**Placing six unlabelled k points on the band path of layered PbO2**

The table holds the three highest filled and two lowest empty Kohn-Sham levels of R-3m PbO2 at 26 points of a k path, from plane-wave PAW r2SCAN without spin-orbit coupling, in an unrelaxed and stretched cell. The program tests a two-level model, E0 + √(Δ² + v²k²), for the lowest empty band, with v taken from points along Γ–T, and a periodic version fitted to 20 rows against plain cosine sums. Along c the slope v is 3.90 eV·Å within 2.2 % and the mass is 0.11 electron masses, while a parabola fails by 0.79 eV already at row 2. The periodic two-level form predicts the six left-out rows to 0.116 eV rms, against 0.222 eV for the plain sum, but on this band alone it exchanges rows 7 and 22. Adding the fits of b1 and a2 recovers the true assignment, and the valence edge at F identifies row 22 directly.

Calculated values. Kohn-Sham levels of PbO2 (R-3m, 3-atom cell) at fixed geometry, from Ansatz 0.2.0 with r2SCAN, scalar-relativistic PAW and no spin polarization. The plane-wave cutoff is 500 eV, the k mesh 12x12x12 and the Gaussian smearing 0.01 eV. At each k point, b1 to b3 run down from the highest filled level, and a1 and a2 run up from the lowest empty one.

## The fit in Python

```python
# Table: Kohn-Sham levels (eV from Fermi level) of layered R-3m PbO2 on a k path; Ansatz 0.2.0, r2SCAN, PAW, no spin-orbit.
# Tested: two-level model of band a1 (cone near Gamma, periodic form) against a plain cosine sum; placing six unlabelled rows.
T = {
    'row': [1, 2, 3, 4, 5, 6, 7, 8, 9, 10, 11, 12, 13, 14, 15, 16, 17, 18, 19, 20, 21, 22, 23, 24, 25, 26],
    'band_b3': [-0.903, -0.87, -1.397, -1.722, -1.714, -1.487, -1.69, -2.357, -2.647, -2.478, -2.001, -1.876, -1.998, -1.574, -0.929, -1.116, -1.615, -2.499, -2.386, -1.857, -1.392, -1.186, -1.226, -1.467, -1.252, -0.903],  # eV
    'band_b2': [-0.903, -0.87, -0.807, -0.765, -0.783, -0.874, -0.715, -0.575, -0.601, -0.684, -0.864, -0.918, -0.784, -0.842, -0.899, -0.962, -1.186, -0.963, -0.573, -0.546, -0.546, -0.443, -0.441, -0.597, -0.797, -0.903],  # eV
    'band_b1': [-0.257, -0.816, -0.807, -0.765, -0.732, -0.535, -0.399, -0.424, -0.497, -0.662, -0.744, -0.755, -0.631, -0.369, -0.266, -0.268, -0.251, -0.295, -0.459, -0.376, -0.247, -0.191, -0.186, -0.234, -0.318, -0.257],  # eV
    'band_a1': [0.184, 0.796, 1.508, 1.964, 2.097, 2.564, 3.154, 3.589, 3.663, 3.569, 3.382, 3.306, 2.879, 1.683, 0.291, 1.111, 2.756, 3.557, 3.629, 3.439, 3.16, 2.954, 2.919, 2.559, 1.324, 0.184],  # eV
    'band_a2': [5.538, 5.536, 5.511, 5.464, 5.628, 6.659, 7.857, 8.766, 8.98, 8.604, 7.807, 7.58, 7.412, 6.539, 5.586, 6.113, 7.776, 8.592, 8.701, 7.85, 7.066, 6.585, 6.46, 6.395, 6.142, 5.538],  # eV
}
import numpy as np, itertools
from scipy import constants as sc
b3, b2, b1, a1, a2 = [np.array(T['band_' + x], float) for x in ('b3', 'b2', 'b1', 'a1', 'a2')]
A = np.array([[1.723, 0.995, 4.456], [-1.723, 0.995, 4.456], [0.0, -1.989, 4.456]])  # cell of the run
a, c, u = 2*A[0, 0], 3*A[0, 2], 0.256
dl = a*a/(4*c*c); eta = 5/6 - 2*dl; nu = 1/3 + dl
P = dict(G=(0,0,0), T=(.5,.5,.5), H2=(eta,1-eta,.5), H0=(.5,eta-1,1-eta), L=(.5,0,0), S0=(nu,-nu,0), S2=(1-nu,0,nu), F=(.5,0,.5))
segs = [('G','T'), ('T','H2'), ('H0','L'), ('L','G'), ('G','S0'), ('S2','F'), ('F','G')]
pts, nm = [], []
for s, (p, q) in enumerate(segs):
    for j in range(0 if s == 0 or segs[s-1][1] != p else 1, 15):
        pts.append(np.array(P[p]) + (np.array(P[q]) - np.array(P[p]))*j/14); nm.append(f"{p}-{q} {j}/14")
K = np.array(pts[::4]); nm = nm[::4]; C = K @ (2*np.pi*np.linalg.inv(A).T)
kz = abs(C[:, 2]); kp = np.hypot(C[:, 0], C[:, 1]); kk = np.hypot(kz, kp)
H = [6, 11, 14, 15, 21, 24]; tr = [i for i in range(26) if i not in H]
h = c/3 - u*c; r = a/np.sqrt(3)
print(f"O-O within layer {np.hypot(2*h, r):.2f} A, across layers {np.hypot(c/3-2*h, r):.2f} A; table rounding 0.0005 eV")
deg = [i for i in range(26) if b3[i] == b2[i] or b2[i] == b1[i]]
print("rows with an exact pair:", [i+1 for i in deg], " rows on the threefold axis:", [i+1 for i in range(26) if kp[i] < 0.01])
vbm = 6.392414 - 6.577091; aT = 2.027  # same run: valence edge (at F) minus Fermi level; a1 at T
print(f"valence edge {vbm:.3f} eV; a1-b1 at G {a1[0]-b1[0]:.3f}; a1 rise G to T {aT-a1[0]:.3f}; a1 width in table {np.ptp(a1):.3f}")
print(f"smallest a2-a1 in a row {min(a2-a1):.3f} eV; lowest a2 minus highest a1 {a2.min()-a1.max():.3f} eV")
up = np.array([0.262, 0.422, 0.606, a1[1]]); lo = np.array([-0.331, -0.482, -0.649, b1[1]])  # same run, G-T steps 1-3, then row 2
D = (a1[0]-b1[0])/2; mid = (a1[0]+b1[0])/2; ks = kz[1]/4*np.arange(1, 5)
vs = np.sqrt(((up-lo)/2)**2 - D*D)/ks; v = vs.mean(); h2m = sc.hbar**2/sc.m_e/sc.e*1e20
print(f"D {D:.4f} eV; v at steps 1-4 {np.round(vs, 2)} eV A (mean {v:.2f}, spread {100*np.ptp(vs)/v:.1f}%)")
print(f"pair centre at G {mid:.4f}, steps 1-4 {np.round((up+lo)/2, 4)} eV")
print(f"mass along c {h2m*D/vs[0]**2:.3f} me; from row 15 alone (a1 rise {a1[14]-a1[0]:.3f} eV) {h2m*kk[14]**2/2/(a1[14]-a1[0]):.3f} me")
print("near G: row, |k|, kz (1/A), a1, cone error, parabola error, b1 shift from G, shift from kz coupling (eV)")
for i in (14, 1, 15, 24, 13, 2):
    cone = mid + np.hypot(D, v*kk[i]); par = a1[0] + (v*kk[i])**2/(2*D)
    sh = f"{b1[i]-b1[0]:+.3f} {-(v*kz[i])**2/(a1[i]-b1[i]):+.3f}" if kp[i] > 0.01 else "(on axis)"
    print(f" {i+1:2d} {kk[i]:.3f} {kz[i]:.3f} {a1[i]:.3f} {cone-a1[i]:+.3f} {par-a1[i]:+.3f} {sh}")
sh4 = [(1,-1,0), (0,0,1), (1,1,-1), (1,1,-2)]
g = np.array([sum(2*(1-np.cos(2*np.pi*K @ np.roll(R, n))) for n in range(3)) for R in sh4]).T
X = np.c_[np.ones(26), g]
plain = lambda y: X @ np.linalg.lstsq(X[tr], y[tr], rcond=None)[0]
wt = 1/(a1-mid); w = np.linalg.lstsq((g*wt[:, None])[tr], (((a1-mid)**2 - D*D)*wt)[tr], rcond=None)[0]
pr = {'a1 two-level': (a1, mid + np.sqrt(D*D + np.clip(g @ w, 0, None))), 'a1 plain': (a1, plain(a1)), 'b1 plain': (b1, plain(b1)), 'a2 plain': (a2, plain(a2))}
print("two-level weights for Pb shells (in-plane 1, interlayer 1, interlayer 2, in-plane 2):", np.round(w, 3), "eV^2")
rms = {}
for n, (y, p) in pr.items():
    e = p - y; rms[n] = np.sqrt(np.mean(e[tr]**2)); m = np.argmax(abs(e))
    print(f"{n}: rms 20 fitted rows {rms[n]:.3f}, six left out {np.sqrt(np.mean(e[H]**2)):.3f}, worst row {m+1} {e[m]:+.3f} eV")
print("left-out rows: row, place, k in-plane, kz, a1-b1, b2-b3, b1 minus valence edge")
for i in H: print(f" {i+1:2d} {nm[i]:12s} {kp[i]:.3f} {kz[i]:.3f} {a1[i]-b1[i]:.3f} {b2[i]-b3[i]:.3f} {b1[i]-vbm:+.3f}")
print("table/predicted (eV): a1 two-level, a1 plain, b1, a2")
for i in H: print(f" {i+1:2d} " + "  ".join(f"{y[i]:.3f}/{p[i]:.3f}" for y, p in pr.values()))
for use in (['a1 two-level'], ['a1 plain'], ['a1 two-level', 'b1 plain', 'a2 plain']):
    cost = lambda q: sum(((pr[n][0][i] - pr[n][1][j])/rms[n])**2 for n in use for i, j in zip(H, q))
    rk = sorted(itertools.permutations(H), key=cost)
    print(f"{' + '.join(use)}: best {[j+1 for j in rk[0]]} score {cost(rk[0]):.1f}; next {[j+1 for j in rk[1]]} {cost(rk[1]):.1f}; true {cost(H):.1f}")
    sw = lambda x, y: cost([y if j == x else x if j == y else j for j in H]) - cost(H)
    print("  score added by swap " + ", ".join(f"{x+1}/{y+1}: {sw(x, y):+.1f}" for x, y in ((6,11), (15,24), (6,21), (11,21))))
print(f"row 12 minus row 7: a1 {a1[11]-a1[6]:+.3f}, b1 {b1[11]-b1[6]:+.3f}, a2 {a2[11]-a2[6]:+.3f} eV")
print(f"row 25 minus row 16: a1 {a1[24]-a1[15]:+.3f} (cone {np.hypot(D, v*kk[24])-np.hypot(D, v*kk[15]):+.3f}), b1 {b1[24]-b1[15]:+.3f} eV")
assert deg == [i for i in range(26) if kp[i] < 0.01]
assert a1[14] < a1[15] < a1[24] and kk[14] < kk[15] < kk[24]
assert np.ptp(vs)/v < 0.05
assert H[int(np.argmax(b1[H]))] == 21 and abs(b1[21] - vbm) < 0.01
```

Running it gives:

```
O-O within layer 2.87 A, across layers 3.11 A; table rounding 0.0005 eV
rows with an exact pair: [1, 2, 3, 4, 26]  rows on the threefold axis: [1, 2, 3, 4, 26]
valence edge -0.185 eV; a1-b1 at G 0.441; a1 rise G to T 1.843; a1 width in table 3.479
smallest a2-a1 in a row 3.500 eV; lowest a2 minus highest a1 1.801 eV
D 0.2205 eV; v at steps 1-4 [3.94 3.92 3.89 3.85] eV A (mean 3.90, spread 2.2%)
pair centre at G -0.0365, steps 1-4 [-0.0345 -0.03   -0.0215 -0.01  ] eV
mass along c 0.108 me; from row 15 alone (a1 rise 0.107 eV) 0.211 me
near G: row, |k|, kz (1/A), a1, cone error, parabola error, b1 shift from G, shift from kz coupling (eV)
 15 0.077 0.017 0.291 +0.045 +0.097 -0.009 -0.008
  2 0.201 0.201 0.796 -0.017 +0.786 (on axis)
 16 0.273 0.000 1.111 -0.059 +1.649 -0.011 -0.000
 25 0.329 0.134 1.324 -0.058 +2.598 -0.061 -0.167
 14 0.385 0.084 1.683 -0.202 +3.613 -0.112 -0.052
  3 0.403 0.403 1.508 +0.041 +4.267 (on axis)
two-level weights for Pb shells (in-plane 1, interlayer 1, interlayer 2, in-plane 2): [ 1.244  0.096  0.248 -0.132] eV^2
a1 two-level: rms 20 fitted rows 0.058, six left out 0.116, worst row 22 +0.145 eV
a1 plain: rms 20 fitted rows 0.151, six left out 0.222, worst row 12 +0.405 eV
b1 plain: rms 20 fitted rows 0.126, six left out 0.096, worst row 2 +0.345 eV
a2 plain: rms 20 fitted rows 0.330, six left out 0.518, worst row 7 -0.828 eV
left-out rows: row, place, k in-plane, kz, a1-b1, b2-b3, b1 minus valence edge
  7 T-H2 10/14   0.782 0.705 3.553 0.975 -0.214
 12 L-G 1/14     0.978 0.218 4.061 0.958 -0.570
 15 L-G 13/14    0.075 0.017 0.557 0.030 -0.081
 16 G-S0 3/14    0.273 0.000 1.379 0.154 -0.083
 22 S2-F 12/14   1.056 0.470 3.145 0.743 -0.006
 25 F-G 10/14    0.301 0.134 1.642 0.455 -0.133
table/predicted (eV): a1 two-level, a1 plain, b1, a2
  7 3.154/3.084  3.154/3.205  -0.399/-0.344  7.857/7.029
 12 3.306/3.445  3.306/3.711  -0.755/-0.613  7.580/8.401
 15 0.291/0.383  0.291/0.446  -0.266/-0.378  5.586/5.658
 16 1.111/1.236  1.111/0.936  -0.268/-0.372  6.113/5.915
 22 2.954/3.099  2.954/3.153  -0.191/-0.132  6.585/6.989
 25 1.324/1.430  1.324/1.136  -0.318/-0.391  6.142/5.930
a1 two-level: best [22, 12, 15, 16, 7, 25] score 21.8; next [7, 12, 15, 16, 22, 25] 23.6; true 23.6
  score added by swap 7/12: +32.1, 16/25: +24.1, 7/22: -1.8, 12/22: +71.3
a1 plain: best [7, 12, 15, 16, 22, 25] score 12.9; next [22, 12, 15, 16, 7, 25] 13.9; true 12.9
  score added by swap 7/12: +6.7, 16/25: +3.7, 7/22: +0.9, 12/22: +17.2
a1 two-level + b1 plain + a2 plain: best [7, 12, 15, 16, 22, 25] score 41.8; next [22, 12, 15, 16, 7, 25] 46.5; true 41.8
  score added by swap 7/12: +37.1, 16/25: +24.3, 7/22: +4.7, 12/22: +131.0
row 12 minus row 7: a1 +0.152, b1 -0.356, a2 -0.277 eV
row 25 minus row 16: a1 +0.213 (cone +0.214), b1 -0.050 eV
```
